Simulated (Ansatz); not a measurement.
HfB2: pressure and largest V_zz against volume scale

All results are calculated (Ansatz 0.2.0). Periodic Kohn-Sham DFT of a crystal at fixed atoms, scaled to volume_scale times the given cell; pressure positive in compression, energy less spherical unpolarised free atoms, largest_vzz the field gradient of largest size among the nuclei.

The cell before it is scaled or strained (space group P6/mmm, No. 191):
```
HfB2
1.0
      3.1400     0.0000     0.0000
     -1.5700     2.7193     0.0000
      0.0000     0.0000     3.4800
Hf B
1 2
Direct
  0.00000 0.00000 0.00000
  0.33333 0.66667 0.50000
  0.66667 0.33333 0.50000
```

Settings of every row: method frozen-core PAW; functional PBEsol; relativity scalar; k mesh 13x13x11; filling fermi-dirac; smearing width 0.05 eV; wave cutoff 420 eV; paw set soft_2.

Atom start moment: 0 on all atoms.

Limits: PAW files made with PBE; field gradient without spin-orbit coupling on heavy atoms; no gap: field gradients move with the k mesh; no spin-orbit coupling on heavy atoms.

| row | volume scale | V (Å³/atom) | pressure (GPa) | largest V_zz (1e21 V/m^2) |
| --- | --- | --- | --- | --- |
| 1 | 0.94 | 9.31 | ? | ? |
| 2 | 0.96 | 9.509 | 6.462 | 11.006 |
| 3 | 0.98 | 9.707 | 0.782 | 10.906 |
| 4 | 0.99 | 9.806 | -1.855 | 10.857 |
| 5 | 1 | 9.905 | -4.366 | 10.807 |
| 6 | 1.01 | 10.004 | -6.756 | 10.755 |
| 7 | 1.02 | 10.103 | -9.031 | 10.702 |
| 8 | 1.04 | 10.301 | -13.259 | 10.603 |
| 9 | 1.06 | 10.499 | -17.09 | 10.499 |

Question: what pressure and largest V_zz should row 1 give?

Worked fit of pressure. Take u = (V_r/V)^(2/3) − 1 with V_r = 9.9545 Å³ an atom, which is twice the finite (Eulerian) strain; such expansions in the strain, on which the Birch-Murnaghan equation of state is built, carry the rest volume and the bulk modulus. The shown rows have u = 0.03099, 0.01693, 0.01007, 0.00333, -0.0033, -0.00982, -0.02255, -0.03488. Least squares give pressure = −5.5763 + 360.454 × u + 887.81 × u² + 502 × u³ GPa; a parabola predicts inner rows, each left out in turn, worse (root mean square 0.0046 against 0.00099 GPa). The rows lie off it by 0.000, -0.001, 0.001, 0.000, 0.000, 0.000, 0.000, 0.000. The pressure vanishes at u = 0.0149, or V = 9.736 Å³ an atom, and there the bulk modulus at fixed shape and fractions is B = −V dP/dV = (2/3)(1 + u) dP/du = 262 GPa. Letting shape and atoms relax would as a rule lower it, by much in layered, chain or molecular crystals. The withheld row has u = 0.04563, so the fit gives −5.5763 + 360.454 × (0.04563) + 887.81 × (0.04563)² + 502 × (0.04563)³ = 12.767 GPa.

The calculation gave 12.736 GPa. The fit lies 0.031 GPa (0.1 % of the column's range) above it; its largest miss of a shown row is 0.001 GPa. This row lies beyond the range of the fit.

Worked fit of largest V_zz. Take t = volume scale − 1. The shown rows have t = -0.04, -0.02, -0.01, 0, 0.01, 0.02, 0.04, 0.06. Their means are 0.0075 and 10.7669 1e21 V/m^2; the sums about the means are S_tt = 0.00735 and S_ty = -0.03729, whose ratio is the slope. Least squares give largest V_zz = 10.8049 − 5.074 × t 1e21 V/m^2. The rows lie off it by -0.002, 0.000, 0.001, 0.002, 0.001, -0.001, 0.001, -0.001. The withheld row has t = -0.06, so the fit gives 10.8049 − 5.074 × (-0.06) = 11.109 1e21 V/m^2.

The calculation gave 11.104 1e21 V/m^2. The fit lies 0.005 1e21 V/m^2 (0.83 % of the column's range) above it; its largest miss of a shown row is 0.002 1e21 V/m^2. This row lies beyond the range of the fit.
